Landau–Zener flip angle and echo condition for chirp pulses

A chirp pulse sweeps the microwave frequency through the spectrum, so each spin packet meets resonance at its own time. This guide derives the flip angle of that passage and the condition under which two chirps refocus all offsets together. At each "Predict", stop and commit to an answer before reading on.

1. Premises and conventions

(a) Each packet is an isolated two-level system, S = 1/2, with H₀ = ħω_S S_z and ω_S > 0, so |↓⟩ is the lower level. (b) The drive is 2ħω₁ cos φ(t) S_x with constant ω₁ ≪ ω_S, and the counter-rotating half is dropped. (c) The sweep is linear and upward: φ = ω_c t + θ(t), θ = b(t − t_m)²/2, with b > 0 in rad s⁻², t_m the pulse midpoint and ω_c the centre frequency. A pulse of length t_p covers the band Δω = b t_p. (d) The sweep starts and ends far from resonance. (e) Relaxation is neglected. The offset is Ω = ω_S − ω_c.

2. The frame that follows the sweep

In the frame rotating at ω_c, H/ħ = Ω S_z + ω₁(S_x cos θ + S_y sin θ). Multiplying the state by exp(iθS_z) turns the drive onto x and adds −(dθ/dt)S_z:

H′/ħ = Δ S_z + ω₁ S_x, Δ = Ω − b(t − t_m) = −b(t − t₀), t₀ = t_m + Ω/b.

Predict: on which dimensionless number can the outcome of a full passage depend?

With s = √b (t − t₀) and amplitudes a for |↑⟩ and c for |↓⟩, the Schrödinger equation reads (prime = d/ds)

i a′ = −(s/2)a + √κ c, i c′ = √κ a + (s/2)c, κ = Q/4, Q = ω₁²/b.

Only Q remains, and the offset has disappeared into t₀. Q is the adiabaticity at resonance: the effective field makes the angle arctan(ω₁/Δ) with z, which turns at the rate b/ω₁ at Δ = 0, while the spin precesses at ω₁. Remove the diagonal phases by a = A exp(is²/4), c = C exp(−is²/4):

i A′ = √κ C exp(−is²/2), i C′ = √κ A exp(is²/2). (1)

Differentiate the first equation and insert the second:

A″ + i s A′ + κA = 0. (2)

3. Solution by a contour integral

The coefficients in (2) are linear in s, which suggests A = N ∫ dk [g(k)/k] exp(iks). Then A″ contributes −k g and κA contributes κg/k to the integrand. In i s A′ use s exp(iks) = −i ∂_k exp(iks) and integrate by parts, which gives −i dg/dk plus the boundary term i[g exp(iks)]. Hence i dg/dk = (κ/k − k)g, so g = k^(−iκ) exp(ik²/2). The boundary term vanishes if the contour runs from infinity in the third quadrant to infinity in the first, where exp(ik²/2) decays. With C from (1),

A = N ∫ dk k^(−1−iκ) exp(ik²/2 + iks), C = −(N/√κ) ∫ dk k^(−iκ) exp[i(k + s)²/2]. (3)

The contour may pass the branch point k = 0 above or below.

Predict: which choice describes a spin that starts in |↓⟩, that is A → 0 for s → −∞?

Pass below, with the cut on the positive imaginary axis, −3π/2 < arg k < π/2. The exponent is stationary at k = −s, and on the line k = −s + r exp(iπ/4) the factor exp[i(k + s)²/2] equals exp(−r²/2).

For s < 0 this line crosses the imaginary axis below the origin, so it is an allowed contour. For large |s| the power of k is nearly constant over the Gaussian, whose integral is √(2π) exp(iπ/4). Then A falls as 1/|s|, as required. The choice N = −√(κ/2π) exp(−iπ/4) gives C → |s|^(−iκ), of modulus 1.

For s > 0 the stationary point lies on the negative axis, where arg k = −π. The same Gaussian gives

C → [s exp(−iπ)]^(−iκ) = exp(−πκ) s^(−iκ). (4)

The line now meets the cut at k = is, so the contour must also run down the left side of the cut, under the origin and up the right side. At k = iy the integrand carries exp(−ys), so only y ≲ 1/s counts and exp(ik²/2) → 1. This loop adds O(1/s) to C but dominates A. With w = iks, arg w runs from −π to π, and Hankel's integral ∫ dw w^(−z) exp(w) = 2πi/Γ(z) with z = 1 + iκ gives

A → u s^(iκ), u = √(2πκ) exp(−πκ/2) exp(−3iπ/4)/Γ(1 + iκ). (5)

As a test, |Γ(1 + iκ)|² = πκ/sinh πκ yields |u|² = 2 exp(−πκ) sinh πκ = 1 − exp(−2πκ), so |A|² + |C|² = 1.

4. The flip angle

The probability of staying in |↓⟩ is P = exp(−2πκ) = exp(−πQ/2), the result of Landau and of Zener (1932). The spin is inverted with probability 1 − exp(−πQ/2).

Predict: what Q leaves no longitudinal polarisation?

⟨S_z⟩ goes from −1/2 to (1 − 2P)/2. Define the flip angle β by the ratio of final to initial polarisation:

cos β = 2 exp(−πQ/2) − 1. (6)

A thermal state obeys (6) too, because it differs from the pure state only by a multiple of the unit operator and a scale factor. The coherence has modulus |AC| = √(P(1 − P)) = (1/2) sin β. For β = π/2, P = 1/2 and Q = 2 ln 2/π = 0.4413. For small Q, β ≈ √(2πQ). The angle rises monotonically and reaches π only as Q → ∞, so a "π" chirp means any Q large enough. In frequency units, with ν₁ = ω₁/2π and Δf = Δω/2π, Q = 2πν₁² t_p/Δf.

5. Phase of the coherence

An echo needs phases in the fixed frame rotating at ω_c. Undoing both transformations gives the amplitudes A exp(−iχ/2) and C exp(iχ/2), with

χ = θ − s²/2 = (b/2)[(t − t_m)² − (t − t₀)²] = Ω(t − t_m) − Ω²/(2b).

Thus ⟨S₊⟩ = A*C exp(iχ), and its phase is Φ = χ + η with η = arg(A*C). Since dχ/dt = Ω, free precession after the pulse continues χ while η stays frozen. After pulse 1, from (4) and (5),

Φ = Ω(t − t_m1) − Ω²/(2b₁) + η₁, η₁ = 3π/4 + arg Γ(1 + iκ₁) − 2κ₁ ln s_f1,

where s_f is the value of s at the end of a pulse. The term in Ω² spreads the packets in phase and suppresses the free induction signal.

Pulse 2 acts on a superposition, so a second solution is needed. Conjugating (1) shows that (C*, −A*) is a solution whenever (A, C) is one. The propagator from s_i < 0 to s_f > 0 therefore has the elements U₁₂ = u(s_f|s_i|)^(iκ), U₂₁ = −U₁₂* and |U₁₁|² = |U₂₂|² = P. In the outgoing A*C, the term that contains the conjugate of the incoming coherence is −(U₁₂*)² (A*C)*_in. This is the echo pathway. Its weight is 1 − P₂, so the echo amplitude is (1/2) sin β₁ (1 − P₂), and it maps η_in to −η_in + η₂, with

η₂ = 5π/2 + 2 arg Γ(1 + iκ₂) − 2κ₂ ln(s_f2|s_i2|).

Predict: treat each passage as a hard pulse acting at its own t₀. When does packet Ω refocus?

The incoming phase relative to χ₂ is η_in = ΩT − Ω²/(2b₁) + Ω²/(2b₂) + η₁, with T = t_m2 − t_m1. After pulse 2, Φ = χ₂ − η_in + η₂:

Φ = Ω(t − t_m2 − T) + Ω²[1/(2b₁) − 1/b₂] + η₂ − η₁. (7)

Leave η₂ − η₁ aside for the moment. Setting dΦ/dΩ = 0 gives t = 2t₀₂ − t₀₁, the two-pulse echo time counted from the passage times. It is the same for all Ω only if

b₂ = 2b₁, and for equal bands t_p2 = t_p1/2. (8)

The echo then forms at t_m2 + T. This is the scheme associated with Böhlen and Bodenhausen. Both sweeps must run in the same direction. A reversed sweep has θ → −θ, which changes the sign of b in χ, and with opposite signs the two terms in the bracket of (7) add instead of cancelling.

6. What condition (8) leaves over

Predict: does η₂ − η₁ depend on the offset, and does it depend on ω₁?

It depends on both. The logarithms are the extra precession √(Δ² + ω₁²) − |Δ| ≈ ω₁²/(2|Δ|) summed over the off-resonant parts of the sweep, which integrates to (Q/2) ln s. With x = 2Ω/Δω, s_f = √b t_p(1 − x)/2 and |s_i| = √b t_p(1 + x)/2, the offset-dependent part is

ρ(x) = −(Q₂/2) ln(1 − x²) + (Q₁/2) ln(1 − x) ≈ −Q₁x/2 + (Q₂/2 − Q₁/4)x².

The linear term delays the echo by Q₁/Δω. The bracket term of (7) equals x²Δω(t_p1/8 − t_p2/4), so the quadratic term cancels if, at fixed Q₂, t_p2 = t_p1/2 + (2Q₂ − Q₁)/Δω. A relative change ε of both amplitudes changes each κ by 2κε. At x = 0, s_f1² = Δω t_p1/4 and s_f2|s_i2| = Δω t_p2/4. With d arg Γ(1 + iκ)/dκ = Re ψ₀(1 + iκ), where ψ₀ is the digamma function,

dΦ/dε = Q₂[Re ψ₀(1 + iκ₂) − ln(Δω t_p2/4)] − (Q₁/2)[Re ψ₀(1 + iκ₁) − ln(Δω t_p1/4)]. (9)

The echo does not refocus this phase.

7. Range of validity

Edges. The results (4) and (5) are asymptotic. At a finite detuning the eigenstates of H′ are mixed with amplitude about ω₁/(2|Δ|), so abrupt switching produces ripples of that size in A and C. A ramp of ω₁ over a time t_r with ω₁/(Δ²t_r) ≪ 1 carries |↑⟩ and |↓⟩ adiabatically into the eigenstates and removes the ripples to that order. Equation (6) then holds for packets passed while ω₁ is constant and still far from resonance during the ramps. The ramps act as softened cut-offs of the logarithms, so ρ(x) and (9) keep their form and size but not their last digits. The next term in the phase at an edge is Qω₁²/(16Δ²).

Resonator. If ω₁ varies slowly with frequency, Q must be evaluated with ω₁ at the passage, and β varies over the band unless b is adapted in proportion to ω₁².

Level structure. Transitions that share a level, such as allowed and forbidden hyperfine lines or the lines of S > 1/2, are passed one after another and exchange polarisation and coherence. The two-level result covers them only where each passage is isolated and the level history is tracked. Electron–electron couplings are not refocused when both partners are inverted.

Relaxation. A packet spends the time 2T − Ω/b₁ in the transverse plane, which must be short against the phase memory time T_m. The decay weights the spectrum unevenly.

Rotating wave. The dropped term shifts the resonance by ω₁²/(4ω_S), the Bloch–Siegert shift.

8. Illustration: a nitroxide at Q band

Typical inputs for a frozen dilute nitroxide solution: frequency about 34 GHz, g ≈ 2.006, full spectral width about 250 MHz, T_m about 2 µs with exponential decay. Each orientation and ¹⁴N projection counts as one packet, and forbidden lines are ignored. Assumed pulse settings: Δf = 500 MHz centred on the spectrum, t_p1 = 400 ns, Q₂ = 5, T = 400 ns, ramps of 20 ns. The spectrum spans |x| ≤ 0.5.

Predict: by what factor must the amplitude rise from pulse 1 to pulse 2?

Condition (8) gives t_p2 = 200 ns. With Δω = 3.142 × 10⁹ rad s⁻¹, b₁ = 7.854 × 10¹⁵ and b₂ = 1.571 × 10¹⁶ rad s⁻². From ν₁ = √(QΔf/(2πt_p)), pulse 1 needs 9.37 MHz and pulse 2 needs 44.6 MHz. The ratio is √(2Q₂/Q₁) = 4.76, and the rotating field of pulse 2 is hν₁/(gμ_B) = 1.59 mT. For pulse 2, P₂ = 3.9 × 10⁻⁴ and β₂ = 177.7°. The echo forms 800 ns after the midpoint of pulse 1, damped by exp(−2T/T_m) = 0.67 at the centre. Passage times in pulse 1 spread by ±100 ns, which modulates this damping by about ±5 %.

The neglected terms have these sizes. At the spectral edges, (8) cancels a phase Ω²/(2b₁) = 39 rad and leaves ρ = 0.6 rad at x = +0.5 and 0.8 rad at x = −0.5, the next term being 0.04 rad. Lengthening pulse 2 by about 3 ns removes the quadratic part, and the echo delay of 0.14 ns is immaterial. Equation (9) gives about −22 rad per unit ε, so a part of the sample with an assumed 5 % lower field is shifted by 1.1 rad. With abrupt edges, the packet at x = 0.5 sees a mixing amplitude of 0.18 at the end of pulse 2, a population of 0.032, which is 82 times P₂. With the ramp, this packet is passed 150 ns into the pulse and is 75 MHz off resonance when the ramp begins, so ω₁/(Δ²t_r) = 0.06. The Bloch–Siegert shift is 15 kHz and negligible.

The same pulses serve phosphorus donors in silicon, whose typical hyperfine splitting of 117 MHz puts the two lines at x = ±0.23 for a centred sweep. There the even part of ρ is common to both lines, and their phases differ by 0.1 rad in magnitude.

All these numbers are the model's. The value of P₂ is a floor for an ideal sweep. Edge terms, the resonator profile and the spread of ω₁ over the sample set the real shortfall of the inversion, typically a few per cent or more, and the dephasing (9) lowers the echo below the ideal amplitude.